Take a crystal in which each atom has volume $V$ and the nearest neighbours are a distance $d$ apart. Geometry alone gives $V = s\,d^3$, where $s$ measures how open the structure is. In simple cubic each atom owns a cube of edge $d$, so $s=1$. In bcc two atoms share a cube of edge $2d/\sqrt3$, which gives $s=4/(3\sqrt3)=0.770$, and ideal close packing has $s=1/\sqrt2=0.707$. If an element keeps its volume when its atoms are rearranged, a distance known in structure 1 gives the distance in structure 2:

$$d_2 = d_1\,(s_1/s_2)^{1/3}$$

Theory gives a reason why a metal should nearly keep its volume. Its outer electrons are spread between the atoms. Squeezing them costs kinetic energy, while thinning them out loses attraction to the ions, and the balance fixes a preferred electron density. Moving the ions about at that density changes the energy much less. An open structure leaves more empty space between its atoms, so at the same volume its nearest neighbours must sit closer together.

Mercury relaxed in each named structure, computed with Ansatz 0.2.0 (PBEsol, plane-wave PAW, scalar-relativistic, no spin polarisation; cutoff 420 eV, Fermi-Dirac smearing of width 0.1 eV). Energies are extrapolated to zero smearing and count from the lowest structure listed, which need not be the ground state. Bulk moduli come from equation-of-state fits.

```tsv
structure	space group of the relaxed cell	neighbours within 15 % of the shortest distance	k mesh	energy above lowest (meV/atom)	neighbour distance (Å)	volume per atom (Å³)	bulk modulus (GPa)
omega (AlB2-type)	P6/mmm	14	8×8×12	0	3.023	24.13	35.5
simple cubic	Pm-3m	6	12×12×12	0	2.946	25.62	40.6
bcc	Im-3m	8	14×14×14	1	3.140	23.94	34.6
dhcp	P6_3/mmc	12	13×13×4	11	3.190	23.67	31.6
hcp	P6_3/mmc	12	19×19×10	12	3.190	23.63	30.7
```

The volumes in the table are indeed nearly equal, which supports the rule, though it doesn't prove this reason for it. If mercury kept its bcc bond length in simple cubic, each atom would take up $3.140^3 = 31.0$ Å³, a fifth more than the computed 25.6 Å³. The bonds shorten instead. Over the whole table the volumes differ by up to about 8 %, which is less than 3 % in length.

**Simple cubic, worked in full.** Start from the bcc distance, 3.140 Å, the only value of the table that the rule takes in. The ratio of the two $s$ values is $0.770/1$, and its cube root is 0.917. The estimate is therefore $3.140 \times 0.917 = 2.88$ Å. The computed distance is 2.946 Å, so the rule falls short by 2.3 % of it, its largest miss when bcc is the start.

**Omega** shows why geometry serves better than a neighbour count. Its printed 14 neighbours belong to one of two kinds of site, and twelve of them lie well beyond the shortest distance. If the spacings along the columns and within the honeycomb layers are taken as equal, $s=\sqrt3/2=0.866$, and the estimate agrees with the table to about 0.1 %. That accuracy depends on knowing the shape: with the axial ratio that omega would inherit from bcc, the estimate comes out 2 % short.

**hcp, the second worked row,** tests the rule towards denser packing. The cube root of $0.770/0.707$ is 1.029, so the estimate is 3.23 Å, about 1.3 % above the computed value. Most of this miss comes from shape. The relaxed crystal is stretched along its axis, which lets neighbours within a layer move closer at the same volume; with the true axial ratio the miss falls to 0.4 %. The dhcp row has the same neighbour distance and the same miss from ideal packing.

What remains has a pattern. From close packing through bcc and omega to simple cubic, the shortest distance falls while both the volume and the bulk modulus (the resistance to uniform squeezing) rise, though bcc and omega differ too little in bulk modulus for that step to carry weight. A possible cause, not tested here, is repulsion between the filled inner shells of neighbouring atoms, which would push a structure with short contacts outwards and stiffen it. The table fits this picture but does not single it out. For an estimate it suggests rounding up when going to a more open structure and down when going to a denser one.

A familiar alternative lets the distance grow with the logarithm of the number of neighbours, because each bond weakens when an atom shares its electrons among more of them. Least squares on the four rows other than omega describes those distances about as well as the volume rule, but needs two constants where the volume rule needs one. When each row in turn is predicted from the other three, the typical error is 0.09 Å, against 0.06 Å for the volume rule fitted to the same rows. For omega, with its printed count of 14 neighbours, the logarithm gives a distance 0.23 Å too long. The fault lies partly in the count, which lumps near and far neighbours together.

With any row as the start and any other as the goal, the volume rule errs by at most 3.7 % of the distance; the worst case is between simple cubic and close packing. These figures compare calculations with one another. They leave out dispersion and spin-orbit coupling, and they combine PBEsol with atomic datasets made for PBE, so a real bond length may be off by more. The rule is tested here on mercury alone, and the rhombohedral structure of real solid mercury is not in the table.

The rule gives lengths, not the preferred structure. Squeezing simple cubic to the bcc volume, by 6.6 %, costs about 14 meV per atom when estimated from its bulk modulus. The computed energies point to somewhat more: they rise by 6.4 meV for a squeeze of 4 % and by 27.6 meV for 8 %. The cost is thus at least as large as the whole energy range of the table, in which omega, simple cubic and bcc are too close to be ranked even by the full calculation. An error of only about 2 % in the bond length of simple cubic is therefore enough to lift it from among the lowest structures of the table to the highest.
